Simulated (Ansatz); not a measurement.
## Appearance energy of a fragment ion: C2H6GeSi → [SiH3]+ + GeH3(CC) + e⁻

Species: C2H6GeSi `[SiH3]C#[C][GeH3]`, singlet; [SiH3]+ `[SiH3+]`, singlet; GeH3(CC), doublet. 

Shapes, held fixed at every level: PBE0-D4/def2-TZVP. Programs: Ansatz 0.2.0. Electronic energies: no zero-point or thermal term.

```json
{"level": "HF/def2-SVP", "kind": "Hartree–Fock", "ΔE (eV)": "+11.83", "CPU time (sum over the molecules)": "–"}
{"level": "HF/def2-TZVPP", "kind": "Hartree–Fock", "ΔE (eV)": "+11.86", "CPU time (sum over the molecules)": "–"}
{"level": "r2SCAN-D4/def2-TZVPP", "kind": "meta-GGA", "ΔE (eV)": "+13.68", "CPU time (sum over the molecules)": "26 s"}
{"level": "B3LYP-D4/def2-TZVPP", "kind": "global hybrid", "ΔE (eV)": "+13.72", "CPU time (sum over the molecules)": "26 s"}
{"level": "PBE0-D4/def2-TZVPP", "kind": "global hybrid", "ΔE (eV)": "+13.74", "CPU time (sum over the molecules)": "18 s"}
{"level": "r2SCAN0-D4/def2-TZVPP", "kind": "global hybrid", "ΔE (eV)": "+13.67", "CPU time (sum over the molecules)": "33 s"}
{"level": "wB97M-V/def2-TZVPP", "kind": "range-separated hybrid", "ΔE (eV)": "+13.70", "CPU time (sum over the molecules)": "87 s"}
{"level": "B2PLYP/def2-TZVPP", "kind": "double hybrid", "ΔE (eV)": "+13.59", "CPU time (sum over the molecules)": "26 s"}
```

B2PLYP/def2-TZVPP gives ΔE = +13.59 eV; the levels span +11.83 to +13.74. The median of the levels is +13.68. No measured value is set beside it here. Spin contamination: GeH3(CC) (⟨S²⟩ up to 1.14). Open shells run unrestricted unless RO is named. Relativity is left out for Ge unless named. Correlated rows may include outer-core shells of Ge, which these sets cover unevenly. The onset seen in experiment also holds zero-point changes and kinetic shifts. Times are processor times on shared x86 and Arm servers, and rough.

The density-functional levels place this dissociative ionisation between 13.59 and 13.74 eV, while Hartree–Fock falls well below them. Enlarging the basis moves the Hartree–Fock value only from 11.83 to 11.86 eV, so basis size does not explain the gap. Adding exact exchange to r2SCAN also changes little, which points to missing correlation: the process breaks the Si–C bonding pair and removes one of its electrons, and Hartree–Fock undervalues the intact pair. Spin polarisation of the alkynyl radical's π system probably lowers the fragment side further.

The high threshold reflects both the strong bond from silicon to an sp carbon and the cost of ionisation. Leaving the charge on silyl is chemically reasonable, since electropositive silicon bears it more easily than an alkynyl radical whose unpaired electron sits largely in a tightly held, s-rich carbon orbital. The results support a consistent density-functional estimate for this channel, but do not show that it opens before the competing loss of a germyl cation.
